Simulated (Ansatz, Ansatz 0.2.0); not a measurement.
# Lattice constants of pyrolusite β-MnO₂ from r2SCAN, and the anisotropic effect of a Hubbard U

## The measurement

The reference is a powder X-ray diffraction measurement with Rietveld refinement, reported in "Micromotors of MnO2 for the Recovery of Microplastics" (2024, PubMed Central 10821339). The sample was grown hydrothermally at 210 °C as prismatic crystals 2–3 µm long. The refined tetragonal cell has a = 4.4001 ± 0.0001 Å and c = 2.8739 ± 0.0001 Å. The measuring temperature is not given with the values and is taken here to be room temperature. The same c is printed for the α-MnO₂ sample, so one of the two entries may be a copying error. The β value is nevertheless credible: a separate diffraction structure from the Crystallography Open Database, used below as the starting cell, has a = 4.398 Å and c = 2.873 Å, within about 0.002 Å of the refined constants.

| compared with | measured | source's wording or label | method |
| --- | --- | --- | --- |
| a (Å) | 4.4001 ± 0.0001 | 4.4001 ± 0.0001 A | powder XRD, Rietveld refinement |
| c (Å) | 2.8739 ± 0.0001 | 2.8739 ± 0.0001 A | powder XRD, Rietveld refinement |

Conditions are those given with the value in the passage it was taken from; "not stated" means there, and the paper may say more elsewhere. The values are a selection: others may have been left out beforehand as unlike or outlying.

## Model and target

The aim is to reproduce both lattice constants of the rutile-type cell to within 0.5 %, which is about 0.022 Å in a and 0.014 Å in c. This tolerance is a choice of the study. It is tight enough to expose the usual errors of semilocal functionals for oxides, yet leaves room for thermal and zero-point expansion, roughly a few tenths of a per cent in length, which the static calculation omits. The two axes are judged separately, because errors of opposite sign could cancel in the volume.

The model is the six-atom primitive cell with antiparallel moments on its two Mn atoms. Pyrolusite orders in a helix at low temperature and is paramagnetic at room temperature, so the collinear order is a stand-in for local moments without a net magnetisation.

Work starts with r2SCAN, a meta-GGA that reduces the self-interaction error in the Mn 3d shell without a fitted parameter. Plain LDA and PBE are passed over as primary levels: they delocalise the d electrons too much, and for oxides LDA usually gives cells that are too small and PBE cells that are too large. PBEsol+U serves as the neighbouring level, with the d-shell correction supplied by an explicit U. The influence of magnetic order or of numerical settings is to be examined afterwards, according to what these relaxations give.

System: MnO2 (beta-manganese dioxide), beta-MnO2 (pyrolusite, rutile type), tetragonal; P4_2/mnm (No. 136), 6 atoms in the primitive cell; the database structure is a diffraction structure: a = 4.398 Å, c = 2.873 Å; structure from the Crystallography Open Database.

## 1. Two treatments of the Mn 3d shell

Both relaxations start from the same diffraction cell and the same antiferromagnetic order. r2SCAN is expected to meet the target on both axes. PBEsol+U should lie close to it, possibly with a longer cell, since a Hubbard term on Mn tends to weaken the Mn–O covalency and lengthen the bonds.

**Run 1.** Ansatz 0.2.0: r2SCAN, antiferromagnetic start, cell and atoms relaxed from the database structure, PAW set soft_2, cutoff 500 eV (default), 8x8x10 k mesh, Gaussian smearing 0.01 eV.

Key lines of the input:
```
crystal:
  # lattice and atoms, with starting spins
kpoints:
  mp_grid: { grid: [8, 8, 10] }
hamiltonian:
  xc: r2scan
scf:
  occupations: { method: gaussian, width: 0.01 }
output:
  forces: true
  stress: true
magnetization:
  spin_polarized: true
relax:
  adjacent_minimum: "off"
  f_tol: 0.005
  max_steps: 60
  cell: { stress_tol: 0.03 }
```

Command:
```
ansatz run input.yaml --threads 4 --pin off --max-ram 16384MiB --backend cpu --events-out ev --progress --plain --runs-dir out
```

Selected lines of the output:
```
  cell:  # Å, volume = 54.9698 Å³
    - [4.383374109105292, -1.4949840521709374e-9, 0.0]
    - [0.0, 0.0, 2.8609301598008248]
```

Converged; 2.1 min on 4 cores of Arm Neoverse V1, shared host.

**Run 2.** Ansatz 0.2.0: PBEsol+U (Mn 3.9 eV on ortho-atomic projectors), antiferromagnetic start, cell and atoms relaxed from the database structure, PAW set soft_2, cutoff 420 eV (default), 8x8x10 k mesh, Gaussian smearing 0.01 eV.

Key lines of the input, as changed from run 1:
```diff
  hamiltonian:
-   xc: r2scan
+   xc: pbesol
+   hubbard:
+     sites: [{ species: Mn, l: d, u_eff: 3.9 }]
+     projectors: ortho-atomic
```

Selected lines of the output:
```
    - [4.380095301030583, -4.237693679877842e-8, 0.0]
    - [0.0, 0.0, 2.8992858449099157]
```

Converged; 86 s of wall time.

| quantity | run 1 | run 2 | measured |
| --- | --- | --- | --- |
| a (Å) | 4.3834 | 4.3801 | 4.4001 ± 0.0001 |
| c (Å) | 2.8609 | 2.8993 | 2.8739 ± 0.0001 |
| net moment per formula unit (μB) | 0.000 | 0.000 |  |
| size of moment on Mn (μB) | 2.396 | 2.572 |  |
| conventional cell volume (Å³) | 54.97 | 55.62 |  |

r2SCAN places a 0.38 % and c 0.45 % below the measured values. Both meet the target, c only as a narrow pass. The shortfall is nearly the same on the two axes, so the axial ratio c/a, 0.653, agrees with experiment.

PBEsol+U gives a 0.45 % too short, a narrow pass, but c 0.88 % too long, a clear miss. Relative to r2SCAN the cell is longer only along c, and c/a rises to 0.662. The two errors nearly cancel in the volume, which would look excellent if it were the only quantity compared.

## 2. Dispersion in r2SCAN, and PBEsol without U

The r2SCAN result for c lies close enough to the limit for a small change in the functional to matter. Adding the nonlocal rVV10 correlation tests this: the extra attraction should shorten the cell slightly and may carry c out of the target. It is a test of the physical description, not of cutoff or k mesh.

The long c axis of PBEsol+U calls for the same relaxation without the Hubbard term. If U is responsible, plain PBEsol should give a clearly shorter c and an axial ratio nearer to experiment.

**Run 3.** Ansatz 0.2.0: r2SCAN+rVV10, antiferromagnetic start, cell and atoms relaxed from the database structure, PAW set soft_2, cutoff 500 eV (default), 8x8x10 k mesh, Gaussian smearing 0.01 eV.

Key lines of the input, as changed from run 1:
```diff
  hamiltonian:
+   dispersion: rvv10
```

Selected lines of the output:
```
    - [4.371253201878336, -1.932106347602371e-9, 0.0]
    - [0.0, 0.0, 2.8570432091188307]
```

Converged; 3 min of wall time.

**Run 4.** Ansatz 0.2.0: PBEsol, antiferromagnetic start, cell and atoms relaxed from the database structure, PAW set soft_2, cutoff 420 eV (default), 8x8x10 k mesh, Gaussian smearing 0.01 eV.

Key lines of the input, as changed from run 1:
```diff
  hamiltonian:
-   xc: r2scan
+   xc: pbesol
```

Selected lines of the output:
```
    - [4.370604036260051, -1.3397561029830525e-7, 0.0]
    - [0.0, 0.0, 2.8293570054225707]
```

Converged; 65 s on 4 cores of Arm Neoverse V2, shared host.

| quantity | run 3 | run 4 | measured |
| --- | --- | --- | --- |
| a (Å) | 4.3713 | 4.3706 | 4.4001 ± 0.0001 |
| c (Å) | 2.8570 | 2.8294 | 2.8739 ± 0.0001 |
| net moment per formula unit (μB) | 0.000 | 0.000 |  |
| size of moment on Mn (μB) | 2.387 | 2.138 |  |
| conventional cell volume (Å³) | 54.59 | 54.05 |  |

Adding rVV10 shortens a by 0.012 Å and c by 0.004 Å. Both axes now miss the target, a by 0.66 % and c by 0.59 % relative to experiment. The contraction has the expected sign but is larger along a, and it takes r2SCAN further from the measured cell. The moment on Mn hardly changes.

Without the Hubbard term, PBEsol gives a 0.7 % and c 1.5 % too short, so it misses on both axes. Comparison with PBEsol+U shows that U is responsible for the long c axis: it lengthens c by 0.070 Å but a by only 0.009 Å, and raises the moment on Mn from 2.14 to 2.57 μB. The axial ratio without U is 0.647, somewhat nearer to the measured 0.653 than the 0.662 with U, but now too small. The chosen U thus corrects a real shortfall of PBEsol along c and overshoots.

## Collected results

| run | settings | a (Å) | deviation | c (Å) | deviation | cost |
| --- | --- | --- | --- | --- | --- | --- |
| 1 | r2SCAN, cutoff 500 eV (default) | 4.3834 | −0.0167 (−0.4 %) | 2.8609 | −0.0130 (−0.5 %) | 8.4 core-min |
| 2 | PBEsol+U (Mn 3.9 eV on ortho-atomic projectors), cutoff 420 eV (default) | 4.3801 | −0.0200 (−0.5 %) | 2.8993 | +0.0254 (+0.9 %) | 5.7 core-min |
| 3 | r2SCAN+rVV10, cutoff 500 eV (default) | 4.3713 | −0.0288 (−0.7 %) | 2.8570 | −0.0169 (−0.6 %) | 12 core-min |
| 4 | PBEsol, cutoff 420 eV (default) | 4.3706 | −0.0295 (−0.7 %) | 2.8294 | −0.0445 (−1.5 %) | 4.3 core-min |
|  | measured | 4.4001 ± 0.0001 |  | 2.8739 ± 0.0001 |  |  |

Further runs on the same system, made beside this series (convergence steps with loose settings among them):

| further | settings | a (Å) | deviation | c (Å) | deviation | cost | status |
| --- | --- | --- | --- | --- | --- | --- | --- |
| F1 | PBE, antiferromagnetic start, cutoff 420 eV (default), 8x8x10 k mesh | 4.4242 | +0.0241 (+0.5 %) | 2.8710 | −0.0029 (−0.1 %) | 3.5 core-min |  |
| F2 | PBEsol+D3(BJ), antiferromagnetic start, cutoff 420 eV (default), 8x8x10 k mesh | 4.3564 | −0.0437 (−1.0 %) | 2.8212 | −0.0527 (−1.8 %) | 6.1 core-min |  |
| F3 | BLYP+D3(BJ), antiferromagnetic start, cutoff 420 eV (default), 8x8x10 k mesh | 4.4268 | +0.0267 (+0.6 %) | 2.8764 | +0.0025 (+0.1 %) | 5.3 core-min |  |
| F4 | PBE+D3(BJ), antiferromagnetic start, cutoff 420 eV (default), 8x8x10 k mesh | 4.4042 | +0.0041 (+0.1 %) | 2.8616 | −0.0123 (−0.4 %) | 5.1 core-min |  |
| F5 | LDA+U (Mn 3.9 eV on ortho-atomic projectors), antiferromagnetic start, cutoff 420 eV (default), 8x8x10 k mesh | 4.3341 | −0.0660 (−1.5 %) | 2.8630 | −0.0109 (−0.4 %) | 4.2 core-min |  |
| F6 | RPBE, antiferromagnetic start, cutoff 420 eV (default), 8x8x10 k mesh | 4.4662 | +0.0661 (+1.5 %) | 2.8992 | +0.0253 (+0.9 %) | 6.6 core-min |  |
| F7 | LDA, antiferromagnetic start, cutoff 420 eV (default), 8x8x10 k mesh | 4.3286 | −0.0715 (−1.6 %) | 2.7816 | −0.0923 (−3.2 %) | 4.8 core-min |  |
| F8 | r2SCAN, antiferromagnetic start, cutoff 500 eV (default), 4x4x6 k mesh | 4.3833 | −0.0168 (−0.4 %) | 2.8610 | −0.0129 (−0.4 %) | 2.2 core-min |  |
| F9 | LDA+U (Mn 3.9 eV on ortho-atomic projectors), ferromagnetic start, cutoff 420 eV (default), 8x8x10 k mesh | 4.3491 | −0.0510 (−1.2 %) | 2.8678 | −0.0061 (−0.2 %) | 3.9 core-min | warnings: filled_band_counts_differ_across_k_points; other_magnetic_order |
|  | measured | 4.4001 ± 0.0001 |  | 2.8739 ± 0.0001 |  |  |  |

## Outcome

r2SCAN meets the 0.5 % target on both axes, with a 0.38 % and c 0.45 % too short, at 8.4 core-minutes. The pass in c is narrow, too thin a margin for ranking levels. A coarser k mesh changes either constant by only 0.0001 Å; the cutoff dependence is not shown in this report.

Thermal and zero-point expansion, roughly a few tenths of a per cent, would bring the static r2SCAN cell closer to experiment and could account for much of the shortfall. Magnetic order remains an open point, because the room-temperature sample is paramagnetic. With LDA+U, ferromagnetic instead of antiferromagnetic order lengthens a by 0.015 Å and c by 0.005 Å. The shift in a is comparable to the r2SCAN error, but its size need not carry over to r2SCAN, and the ferromagnetic run carries a warning about band filling.

The PBEsol pair was the most informative comparison. U acts mainly along c, turning a shortfall of 1.5 % into an excess of 0.9 %, and the good volume of PBEsol+U is a cancellation between the axes. LDA shows the same preference for c when U is added. The rVV10 term brought no gain: it moved both constants out of the target.

Setting PBE aside at the start was too hasty. PBE alone narrowly misses in a, but PBE+D3(BJ) passes on both axes, with a only 0.1 % too long and c 0.4 % too short. There the dispersion term offsets PBE's overlong a axis, so the close agreement does not establish a better description of the Mn 3d shell.

[Logs are printed without paths, hosts, clocks, repeated set-up lines and the standing remarks that a program may print on its own settings, such as how far it seeks lower states.]

[The runs shown are a pick from a larger set of finished runs; failed, doubtful and other runs were left out of it ahead of writing. So were measured values far from every level or from commonly accepted values, and agreement can look better than it is. Lines of input and output are excerpts and may be shortened.]

[Known faults of this kind of run, not weighed in the text above: warnings of the run leave room for a lower electronic state (some of the further or reviewer's runs), so energies may not be the lowest and differences between runs may mislead.]
